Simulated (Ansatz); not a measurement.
# Strength of the Te–H bond: SiH2(CH3)(TeH) → SiH2(CH3)Te + H

Species: SiH2(CH3)(TeH), singlet; SiH2(CH3)Te, doublet; H atom, doublet. 

Shapes, held fixed at every level: PBE0-D4/def2-TZVP. Flexible molecules stand in one conformer, not always the lowest. Programs: Ansatz 0.2.0. The zero-point and thermal change to 298 K, harmonic and unscaled (PBE0-D4/def2-TZVP), is -14.7 kJ/mol.

(1) Estimate ΔH(298 K) of this reaction.

Answers

(1) The highest level, CCSD(T)/def2-TZVPP, gives ΔH(298 K) = +291.3 kJ/mol; the levels span +187.5 to +291.3. The column of differences is taken from that level and isn't an error. Hartree–Fock misses the correlation of the pair that is broken and comes out low. No measured value is set beside it here. Open shells run unrestricted unless RO is named. For atoms past krypton def2 sets carry core potentials with scalar relativity. Correlated rows may include outer-core shells of Te, which these sets cover unevenly. Times are processor times on shared x86 and Arm servers, and rough.

```json
{"level": "HF/def2-SVP", "kind": "Hartree–Fock", "ΔH(298 K) (kJ/mol)": "+187.5", "less CCSD(T)/def2-TZVPP": "-103.8", "CPU time (sum over the molecules)": "–"}
{"level": "HF/def2-TZVPP", "kind": "Hartree–Fock", "ΔH(298 K) (kJ/mol)": "+190.2", "less CCSD(T)/def2-TZVPP": "-101.1", "CPU time (sum over the molecules)": "–"}
{"level": "r2SCAN-D4/def2-TZVPP", "kind": "meta-GGA", "ΔH(298 K) (kJ/mol)": "+285.8", "less CCSD(T)/def2-TZVPP": "-5.5", "CPU time (sum over the molecules)": "93 s"}
{"level": "B3LYP-D4/def2-TZVPP", "kind": "global hybrid", "ΔH(298 K) (kJ/mol)": "+291.3", "less CCSD(T)/def2-TZVPP": "0.0", "CPU time (sum over the molecules)": "77 s"}
{"level": "PBE0-D4/def2-TZVPP", "kind": "global hybrid", "ΔH(298 K) (kJ/mol)": "+284.2", "less CCSD(T)/def2-TZVPP": "-7.1", "CPU time (sum over the molecules)": "45 s"}
{"level": "wB97M-V/def2-TZVPP", "kind": "range-separated hybrid", "ΔH(298 K) (kJ/mol)": "+287.4", "less CCSD(T)/def2-TZVPP": "-3.9", "CPU time (sum over the molecules)": "2.8 min"}
{"level": "CCSD(T)/def2-SVP", "kind": "coupled cluster or CI", "ΔH(298 K) (kJ/mol)": "+272.4", "less CCSD(T)/def2-TZVPP": "-18.9", "CPU time (sum over the molecules)": "31 s"}
{"level": "CCSD(T)/def2-TZVPP", "kind": "coupled cluster or CI", "ΔH(298 K) (kJ/mol)": "+291.3", "less CCSD(T)/def2-TZVPP": "0.0", "CPU time (sum over the molecules)": "15 min"}
```

The correlated and density-functional results describe a moderately strong Te–H bond. It is weaker than the O–H or S–H bonds of lighter analogues because the diffuse Te 5p orbital overlaps poorly with H 1s. Cleavage leaves the unpaired electron largely in a 5p orbital on tellurium.

Enlarging the basis raises the Hartree–Fock value only from +187.5 to +190.2 kJ/mol, but the CCSD(T) value from +272.4 to +291.3 kJ/mol. The basis sensitivity therefore lies mainly in the correlation energy, whose description needs high-angular-momentum functions, and the larger-basis coupled-cluster value is probably still somewhat low on this account. The exact match of B3LYP-D4 with it thus doesn't establish that functional as the most accurate.

Spin–orbit coupling, absent from a scalar-relativistic treatment, should act the other way: it stabilises the tellurium-centred radical, with its close-lying 5p configurations, more than the closed-shell parent, and so weakens the bond. Agreement among the levels can't reveal this shared omission.
